## Results and discussion: where the outer electrons sit in five fcc metals

The table assigns the electrons of each metal to atomic shells by projecting the computed states onto the shells of the free atom. Titanium and tungsten normally crystallise in other structures, so their rows describe these metals placed in the fcc structure.

Five fcc metals with one atom per cell, computed with Ansatz 0.2.0 (all-electron LAPW, LDA, scalar-relativistic) in fixed cells, with Fermi–Dirac smearing of 0.03 eV for Al and 0.05 eV for the others; only Ni was run with spin (collinear). The s and d electrons are Löwdin populations of the free atom's outermost s and d shells.

| element | Z | group | period | cell | volume (Å³/atom) | shortest distance from M (Å) | outer s electrons on M (e) | outer d electrons on M (e) | net moment of the cell (none: run without spin) (muB) | largest site moment (muB) |
| --- | --- | --- | --- | --- | --- | --- | --- | --- | --- | --- |
| Al | 13 | 13 | 3 | measured cell (COD) | 16.58 | 2.86 | 0.96 | n/a | none | none |
| Ti | 22 | 4 | 4 | measured cell (COD) | 16.73 | 2.87 | 0.87 | 3.07 | none | none |
| Ni | 28 | 10 | 4 | measured cell (COD) | 11.05 | 2.50 | 0.98 | 8.81 | 0.63 | 0.65 |
| Rh | 45 | 9 | 5 | Materials Project cell | 13.78 | 2.69 | 0.82 | 8.12 | none | none |
| W | 74 | 6 | 6 | measured cell (COD) | 16.73 | 2.87 | 0.93 | 5.00 | none | none |

**1. Which shell takes up the electrons as the group number rises?**

The d shell does. Among the four transition metals its population climbs from 3.07 in titanium to 8.81 in nickel. The outer s population stays between 0.82 and 0.98 in all five metals, aluminium included. From titanium to nickel the valence count rises by six and the d population by 5.74, so most of the added electrons go into d. The step from rhodium to nickel is less clean: one more valence electron adds only 0.69 to d.

**2. Most of these free atoms have two outer s electrons. Why does the metal keep only about one?**

Consider first atoms far apart. The s level is then sharp, and both electrons fit into it. When the atoms approach, their large s orbitals overlap strongly and the level spreads into a wide band, with bonding states at the bottom and antibonding states at the top. The upper part now lies above the highest filled level, the Fermi level, and stays empty. Its electrons go instead into states of lower energy, which have d character in the transition metals and p character in aluminium.

This is standard band theory, and the populations agree with it. The calculation also gives the span of the filled valence states, 6 to 11 eV, but that range covers all valence shells together and doesn't show the s share by itself. Rhodium makes a useful comparison, because its free atom has only one s electron to begin with. It loses just 0.18 of it, whereas the other four metals lose about one electron each.

**3. Can the d population be estimated without a calculation?**

Yes, by counting. A transition metal has as many valence electrons as its group number; leave one in s and put the rest in d. For nickel, in group 10, this gives $10-1=9$, against a computed 8.81. That is the poorest of the four estimates. The rule is not an independent prediction, since the "one" is suggested by the s populations of the same table, and band theory doesn't require exactly one. The printed output below gives the comparison for each metal.

**4. Could the rise in d electrons come from different atomic spacings instead?**

Titanium and tungsten answer this for one step of the rise, because they were computed in identical cells. Tungsten has two more valence electrons, and its d population is higher by 1.93. The spacing is the same, so it can't be the source of that step. The pair also differs in the shell concerned, 3d in one and 5d in the other, yet the count still holds.

**5. Nickel's s and d populations add up to 0.21 less than ten. Is the atom positively charged?**

No. The cell contains a single atom and is neutral, so there is no other atom to which charge could pass. The shortfall is density that the chosen shells don't describe. The outer p shell, empty in the free atom, is not among them, although p states do mix into the bands of a metal. That mixing may account for the shortfall, but the table has no p population to confirm it. Nor does it tell why the other three transition metals lack only 0.06 to 0.07 electrons. Such a sum should not be read as an oxidation state.

**6. Do the d populations reveal the magnetism?**

Not by themselves. Tungsten's 5.00 looks like the half-filled shell of an atom with five parallel spins, but the run was made without spin, which puts 2.5 d electrons in each direction by construction. The word "none" in the moment columns means that magnetism was not tested.

Nickel was computed with spin, and it shows why counting vacancies is not enough. Its d shell has 1.19 empty places. If all of them belonged to one spin direction, the atom would carry a moment of about 1.19 Bohr magnetons; the computed site moment is 0.65. Some of the empty d character must therefore belong to the other direction, where it cancels part of the moment. Band theory explains this by d orbitals mixing into the wide bands, whose upper parts are empty for both spins.

**7. Which digits can be trusted?**

The order of titanium, tungsten and rhodium in d population is safe, because the steps between them, about two and three electrons, are larger than the shifts expected from another projection. The decimals hold only for this projection. Even the s populations near one depend on it: if the outer p shell of a transition metal were included, part of what is now counted as s would be expected to count as p. Aluminium's outer p shell is already included, because the free atom has an electron in it, so its 0.96 is not strictly comparable with the other four values. The s populations differ by at most 0.16, less than the 0.21 electrons left unassigned in nickel, so their order deserves no chemical explanation. A tighter numerical basis would not help, since the uncertainty lies in how shared density is divided among shells. For tungsten, spin–orbit coupling is also missing; it would split the d bands, and its effect on the populations was not tested.

Printed output of the fit:

```
Metal against free atom (electrons):
  row  valence electrons  s in free atom  change in s  d in free atom  change in d
   Al                  3               2        -1.04               0          n/a
   Ti                  4               2        -1.13               2         1.07
   Ni                 10               2        -1.02               8         0.81
   Rh                  9               1        -0.18               8         0.12
    W                  6               2        -1.07               4            1
Counting rule and band:
  row  group number less one  n_d less rule  valence electrons outside s and d  band bottom to Fermi level in eV
   Al                    n/a            n/a                                n/a                             11.06
   Ti                      3           0.07                               0.06                             6.084
   Ni                      9          -0.19                               0.21                             8.998
   Rh                      8           0.12                               0.06                             8.043
    W                      5              0                               0.07                             8.813
Smallest outer s population (electrons): 0.82
Largest outer s population (electrons): 0.98
Spread of outer s population (electrons): 0.16
Spread of outer d population, d metals (electrons): 5.74
Largest miss of the counting rule, absolute (electrons): 0.19
Ti to W, change in d (electrons): 1.93
Ti to W, change in s (electrons): 0.06
Ti to W, change in valence count (electrons): 2
Al, valence electrons outside 3s (electrons): 2.04
W, d electrons in each spin (electrons): 2.5
Ni, empty places in the d shell (electrons): 1.19
Ni, d holes less site moment (taken as unpaired electrons): 0.5444
Ni, site moment over d holes (ratio): 0.5425
```
